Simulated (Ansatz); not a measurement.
## A series in volume scale on LaIn3

Free energy against uniform scaling of the volume at fixed shape and fractions; periodic cell, basis, potentials, k mesh and filling as listed. The results are calculated, by Ansatz 0.2.0.

The cell before it is scaled or strained (space group Pm-3m, No. 221):
```
LaIn3
1.0
      4.7899     0.0000     0.0000
      0.0000     4.7899     0.0000
      0.0000     0.0000     4.7899
La In
1 3
Direct
  0.00000 0.00000 0.00000
  0.50000 0.00000 0.50000
  0.00000 0.50000 0.50000
  0.50000 0.50000 0.00000
```

Settings of every row: functional r2SCAN; dispersion none; potentials PAW; wave cutoff 653.07 eV; density cutoff 2612.3 eV; k mesh 5x5x5; k shift 0x0x0; occupations fermi dirac; smearing width 0.1 eV; spin none; SCF threshold exponent -10.

Limits: coarse k mesh, up to 40 meV an atom off; the cell comes from a prototype or a list of computed structures and needn't be the stable phase.

```
row  volume scale  V (Å³/atom)  energy above lowest point (meV/atom)
  1        0.9406       25.842                                   9.4
  2        0.9703       26.658                                     ?
  3             1       27.474                                     0
  4        1.0297        28.29                                   7.3
  5        1.0594       29.106                                  20.8
```

Question: what energy above lowest point should row 2 give?

Worked fit of energy above lowest point. Take u = (V_r/V)^(2/3) − 1 with V_r = 27.882 Å³ an atom, which is twice the finite (Eulerian) strain; such expansions in the strain, on which the Birch-Murnaghan equation of state is built, carry the rest volume and the bulk modulus. The shown rows have u = 0.05196, 0.00988, -0.00964, -0.02824. Least squares give energy above lowest point = 2.77 − 369.4 × u + 9562 × u² meV/atom; a straight line predicts inner rows, each left out in turn, worse (root mean square 9.4 against 0.16 meV/atom). The rows lie off it by 0.0, -0.1, 0.1, 0.0. Its lowest point lies at u = 0.0193, or V = 27.09 Å³ an atom, and the curvature there gives the bulk modulus at fixed shape and fractions, B = (4/9)(1 + u)² E″(u)/V = 52.2 GPa. The withheld row has u = 0.03038, so the fit gives 2.77 − 369.4 × (0.03038) + 9562 × (0.03038)² = 0.4 meV/atom.

The calculation gave 0.2 meV/atom. The fit lies 0.2 meV/atom (100 % of the value, 0.96 % of the column's range) above it; its largest miss of a shown row is 0.1 meV/atom.
